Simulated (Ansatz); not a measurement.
# Rb: the change of pressure and energy above lowest point with volume per atom

Equation of state of a cubic crystal from periodic Kohn-Sham density functional theory without spin; pressure corrected for the finite basis. The results are calculated, by Ansatz 0.2.0 development build.

Cell of the first row (space group Im-3m, No. 229):
```
Rb
1.0
     -2.7587     2.7587     2.7587
      2.7587    -2.7587     2.7587
      2.7587     2.7587    -2.7587
Rb
1
Direct
  0.00000 0.00000 0.00000
```

Settings of every row: formula Rb; structure type bcc; functional r2SCAN; spin treatment none; k mesh 9x9x9; occupation method fermi-dirac; occupation width 0.1 eV; wave cutoff 700 eV; datasets hard PAW; density cutoff ratio 4; xc grid level 2.

Limits: pseudopotentials made with PBE, not this functional; the SCF threshold is loose for a stress in some rows.

```csv
row,volume per atom (Å³),pressure (GPa),energy above lowest point (meV/atom)
1,83.975,0.4,12.41
2,86.714,?,?
3,89.452,0.172,2.81
4,92.19,0.08,0.67
5,94.929,-0.001,0
```

Question: what pressure and energy above lowest point should row 2 give?

Worked fit of pressure. Take u = (V_r/V)^(2/3) − 1 with V_r = 90.821 Å³ an atom, which is twice the finite (Eulerian) strain; such expansions in the strain, on which the Birch-Murnaghan equation of state is built, carry the rest volume and the bulk modulus. The shown rows have u = 0.05364, 0.01018, -0.00992, -0.02906. Least squares give pressure = 0.1243 + 4.601 × u + 10.03 × u² GPa; a straight line predicts inner rows, each left out in turn, worse (root mean square 0.01 against 0.00062 GPa). All shown rows lie on it to the printed digit. The pressure vanishes at u = -0.0288, or V = 94.89 Å³ an atom, and there the bulk modulus at fixed shape and fractions is B = −V dP/dV = (2/3)(1 + u) dP/du = 2.6 GPa. The withheld row has u = 0.03133, so the fit gives 0.1243 + 4.601 × (0.03133) + 10.03 × (0.03133)² = 0.278 GPa.

The calculation gave 0.278 GPa. The fit meets it to the printed digit.

Worked fit of energy above lowest point. Take u = (V_r/V)^(2/3) − 1 with V_r = 90.821 Å³ an atom, which is twice the finite (Eulerian) strain; such expansions in the strain, on which the Birch-Murnaghan equation of state is built, carry the rest volume and the bulk modulus. The shown rows have u = 0.05364, 0.01018, -0.00992, -0.02906. Least squares give energy above lowest point = 1.544 + 105.68 × u + 1806.3 × u² meV/atom; a straight line predicts inner rows, each left out in turn, worse (root mean square 1.9 against 0.0075 meV/atom). All shown rows lie on it to the printed digit. The withheld row has u = 0.03133, so the fit gives 1.544 + 105.68 × (0.03133) + 1806.3 × (0.03133)² = 6.63 meV/atom.

The calculation gave 6.64 meV/atom. The fit lies 0.01 meV/atom (0.081 % of the column's range) below it, one unit of the last digit.
